### Should the smearing entropy term of tungsten grow as the crystal is stretched?

**Question.** I have PBEsol results for bcc tungsten, squeezed and stretched equally along all three axes. Stretching should narrow the bands and crowd more electron levels around the Fermi level, so I thought the smearing entropy term would grow in step. The column looks less orderly than that. What does this term measure, does it follow the band narrowing, and what value should I expect at 17.148 Å³/atom?

Ansatz 0.2.0, scalar-relativistic PBEsol with plane waves and PAW, no spin polarization: bcc tungsten in its two-atom cubic cell, strained equally along all axes. The plane-wave cutoff is 420 eV, the k mesh 16×16×16 and the Gaussian smearing width 0.1 eV. The smearing entropy term is −TS.

| volume (Å³/atom) | shortest distance (Å) | smearing entropy term (meV/atom) |
| --- | --- | --- |
| 14.322 | 2.650 | -3.450 |
| 14.770 | 2.677 | -3.670 |
| 15.226 | 2.704 | -3.570 |
| 15.692 | 2.732 | -3.560 |
| 16.168 | 2.759 | -3.590 |
| 16.653 | 2.786 | -3.660 |
| 17.148 | 2.814 | ? |

**Answer.** The smearing entropy term comes from the way the calculation fills its levels. In a metal, levels cross the Fermi level, and a sharp cut between filled and empty ones makes sums over a finite k mesh converge slowly. The cut is therefore blurred over a chosen energy width w, here 0.1 eV. With Gaussian blurring the resulting term is a numerical quantity, not the thermal entropy of hot tungsten.

Only partly filled levels contribute, and these lie within about w of the Fermi level. If N is the number of levels per eV and atom there, about N·w levels take part, and each contributes an energy of order −w. The term is therefore proportional to −N·w². At a fixed width it acts as a counter of levels near the Fermi level, and where N is nearly constant, doubling the width would make the term about four times as large.

The row at 15.692 Å³/atom, close to zero pressure, shows the scale. Its term of −3.56 meV is −0.00356 eV, and w² is 0.01 eV². Dividing one by the other gives N ≈ 0.36 levels per eV and atom with both spins counted, or twice that under the other common definition of a Gaussian's width. Half a level per eV and atom is thus a fair order of magnitude, for a calculation without spin-orbit coupling, which can shift levels in just this region.

Your expectation can be made quantitative. The coupling between d orbitals on neighbouring atoms falls roughly as d⁻⁵, where d is the shortest distance. If every band narrowed by that one factor, the same levels would be packed into a smaller energy range and N would grow as d⁵. Between 14.322 and 16.653 Å³/atom this means growth by 28 %, whereas the term grows by only 6 %. Start one row later, at 14.770 Å³/atom, and there is no net growth at all.

The bands of the same runs show what is wrong with the single factor. Count the electrons into the bands from below: the last band they would fill reaches above the bottom of the next one, and this overlap is what keeps the crystal metallic on the mesh. Under uniform narrowing the overlap would shrink by 22 % between the first and last known rows. It shrinks by 40 %. A steeper common factor could account for the overlap, but it would make N grow even faster than d⁵, and the term grows far less than that. The bands thus do not all follow one factor: they shift against each other or narrow at different rates, so the number of levels in a thin slice at the Fermi level need not follow the overall band width. Plausibly, some levels move out of the slice while the others crowd together, but the overlap alone does not prove that balance.

For the forecast I therefore use the local behaviour of the term instead of the d⁵ rule. From 15.226 Å³/atom onwards the known values lie on a shallow, smooth curve, and I fitted a parabola in volume to those four rows. The two most compressed rows are left out because the term jumps by 0.22 meV/atom between them. The levels sampled there may differ from those on the stretched side, and a parabola cannot follow such a jump together with the later rows.

My forecast is that the term becomes more negative than at 16.653 Å³/atom and reaches about −3.77 meV/atom, with a range from −3.89 to −3.65. The range is a judgement: it covers everything from almost no change to full d⁵ growth from the last known row. The parabola's close agreement with its own four rows is no measure of reliability, because it has three adjustable constants. Another jump like the one on the compressed side could break the forecast.

The withheld rows as computed:

| volume (Å³/atom) | shortest distance (Å) | smearing entropy term (meV/atom) |
| --- | --- | --- |
| 17.148 | 2.814 | -3.640 |

The forecast fails. The computed value is −3.64 meV/atom, which is 0.13 less negative than predicted and just outside the range. The direction is wrong too: the term does not grow beyond its value at 16.653 Å³/atom but shrinks very slightly. The faster and faster growth in size over the last known rows did not continue.

The weak point was treating the jump between the compressed rows as a local peculiarity that the stretched side had left behind. That jump was already larger than the half-width of my range, 0.12 meV/atom, and it was a fair warning of how far neighbouring rows can depart from a smooth curve. A straight line through all six known rows gives −3.67 and comes much closer. It misses some of those known rows by far more, however, so its success here does not establish a linear law. The printed output after this text compares the two curves with the d⁵ rule.

Two explanations of the unevenness remain open. One is the k mesh: the slice around the Fermi level is thin, and as the bands shift, individual mesh points enter or leave it, so the count fluctuates although the true N changes smoothly. The other is real structure in N, a small peak or dip that moves past the Fermi level as the crystal expands. Repeating the two most compressed rows and the two most stretched ones on a denser mesh would separate them, since only the first kind of unevenness should fade.

The d⁵ rule does worse than the parabola. From 14.770 Å³/atom to the largest volume, the term stays between −3.56 and −3.67 meV/atom, while uniform narrowing would have raised its size by more than a quarter. In this range the calculation counts a nearly constant number of levels near the Fermi level although the atoms move apart. For another metal, the thing to ask is therefore which levels lie at the Fermi level and how they shift; the narrowing of the whole d band is a safe guide only if they all scale together.

If your aim is the pressure–volume curve, the unevenness does little harm. Half of the term separates the computed free energy from its estimate at zero width, so only the slope of that half with volume adds a pressure. Even across the compressed-side jump this is about 0.04 GPa, beside a mean computed pressure of 29 GPa for the same two rows. This figure covers the bias from the blurring, not every error that a finite mesh can cause.

The analysis program printed:

```
fit of smearing_entropy_term on 4 rows (vol > 15): constant -3.56 +/- 0.00038, coefficient of dv -0.02012 +/- 0.00074, coefficient of dv**2 -0.08708 +/- 0.0011; rms 0.000257, worst 15.692 -0.000348, leave-one-out rms 0.00171
  rows outside the fit (model, value, miss): 14.322 -3.696, -3.45, -0.246; 14.77 -3.616, -3.67, 0.0542; 17.148 -3.774, -3.64, -0.134
fit of smearing_entropy_term on 6 rows: constant -3.594 +/- 0.032, coefficient of dv -0.04886 +/- 0.039; rms 0.0617, worst 14.77 0.121, leave-one-out rms 0.0997
  rows outside the fit (model, value, miss): 17.148 -3.665, -3.64, -0.0252
fit of smearing_entropy_term on 6 rows: coefficient of d5 -3.643 +/- 0.12; rms 0.274, worst 14.77 0.38, leave-one-out rms 0.329
  rows outside the fit (model, value, miss): 17.148 -4.223, -3.64, -0.583
forecast at the largest volume, meV/atom: -3.774
forecast range, more negative end, meV/atom: -3.894
forecast range, less negative end, meV/atom: -3.654
full d^5 growth from the last known row, meV/atom: -3.848
growth of the term in size from first to last known row, percent: 6.087
growth expected from d^5 over the same rows, percent: 28.43
change across the compressed-side jump, meV/atom: -0.22
change over the last known step, meV/atom: -0.07
fall of the band overlap from first to last known row, percent: 39.54
fall expected from d^-5 over the same rows, percent: 22.14
states per eV and atom at 15.692 A^3 if the Gaussian is exp(-(e/w)^2): 0.712
states per eV and atom at 15.692 A^3 if the Gaussian is exp(-(e/w)^2/2): 0.356
smearing pressure across the compressed-side jump, GPa: 0.03934
smearing pressure over the last known step, GPa: 0.01156
mean computed pressure of the two most compressed rows, GPa: 28.79
```
